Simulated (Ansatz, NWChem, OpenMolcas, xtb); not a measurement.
**Ligand exchange: CH4S + SiH3Br → SiH3(SH) + CH3Br**

Gas-phase species: CH4S (methanethiol) `CS`, singlet; SiH3Br `[SiH3]Br`, singlet; SiH3(SH) (sulfanylsilane), singlet; CH3Br (bromomethane) `CBr`, singlet. The partners trade CH3 for SiH3: S–CH3 and Br–SiH3 bonds give way to S–SiH3 and Br–CH3.

Shapes, held fixed at every level: PBE0-D4/def2-TZVP. Programs: Ansatz 0.2.0, NWChem 7.3.0, OpenMolcas 26.06, xtb 6.7.1. A level may come from different programs for different species; with the same settings they agree closely. The zero-point and thermal change to 298 K, harmonic and unscaled (PBE0-D4/def2-TZVP), is -1.1 kJ/mol.

```json
{"level": "GFN0-xTB", "kind": "semi-empirical", "ΔH(298 K) (kJ/mol)": "-25.7", "less CCSD(T)/def2-TZVPP": "-59.8"}
{"level": "HF/def2-SVP", "kind": "Hartree–Fock", "ΔH(298 K) (kJ/mol)": "+42.5", "less CCSD(T)/def2-TZVPP": "+8.4"}
{"level": "PBE0/def2-SVP", "kind": "global hybrid", "ΔH(298 K) (kJ/mol)": "+35.8", "less CCSD(T)/def2-TZVPP": "+1.7"}
{"level": "B2PLYP/def2-TZVPP", "kind": "double hybrid", "ΔH(298 K) (kJ/mol)": "+36.1", "less CCSD(T)/def2-TZVPP": "+2.0"}
{"level": "MP2/def2-SVP", "kind": "perturbation theory", "ΔH(298 K) (kJ/mol)": "+42.3", "less CCSD(T)/def2-TZVPP": "+8.2"}
{"level": "CCSD/def2-SVP", "kind": "coupled cluster or CI", "ΔH(298 K) (kJ/mol)": "+41.2", "less CCSD(T)/def2-TZVPP": "+7.1"}
{"level": "CCSD/def2-TZVPP", "kind": "coupled cluster or CI", "ΔH(298 K) (kJ/mol)": "+35.6", "less CCSD(T)/def2-TZVPP": "+1.5"}
{"level": "CCSD(T)/def2-TZVPP", "kind": "coupled cluster or CI", "ΔH(298 K) (kJ/mol)": "+34.1", "less CCSD(T)/def2-TZVPP": "0.0"}
```

The highest level, CCSD(T)/def2-TZVPP, gives ΔH(298 K) = +34.1 kJ/mol; the levels span -25.7 to +42.5. They disagree on the sign: 7 of 8 are positive. GFN0-xTB strays far from the other rows. The column of differences is taken from that level and isn't an error. No measured value is set beside it here. Relativity is left out for Br. Outer-core shells of Br are correlated, in sets that cover them unevenly.

The exchange is endothermic by +34.1 kJ/mol at the highest level, so silicon keeps bromine and carbon keeps sulfur. What counts is the difference between two preferences: silicon binds both bromine and sulfur through more polar bonds than carbon does, but the gain is larger for the more electronegative bromine. The loss of the strongly polar Si–Br bond is therefore probably not repaid by the new Si–S bond, with C–Br and C–S differing less.

Hartree–Fock, MP2 and CCSD nearly coincide in def2-SVP, as expected when the number of electron pairs and single bonds is conserved and much of the correlation energy cancels. The larger basis matters more, lowering CCSD from +41.2 to +35.6 kJ/mol. PBE0 breaks this pattern, already lying close to the larger-basis results in def2-SVP. The opposite sign from GFN0-xTB probably reflects its approximate treatment of bond polarity, and doesn't put the endothermic direction in doubt. The reaction enthalpy says nothing about how fast the groups would exchange.
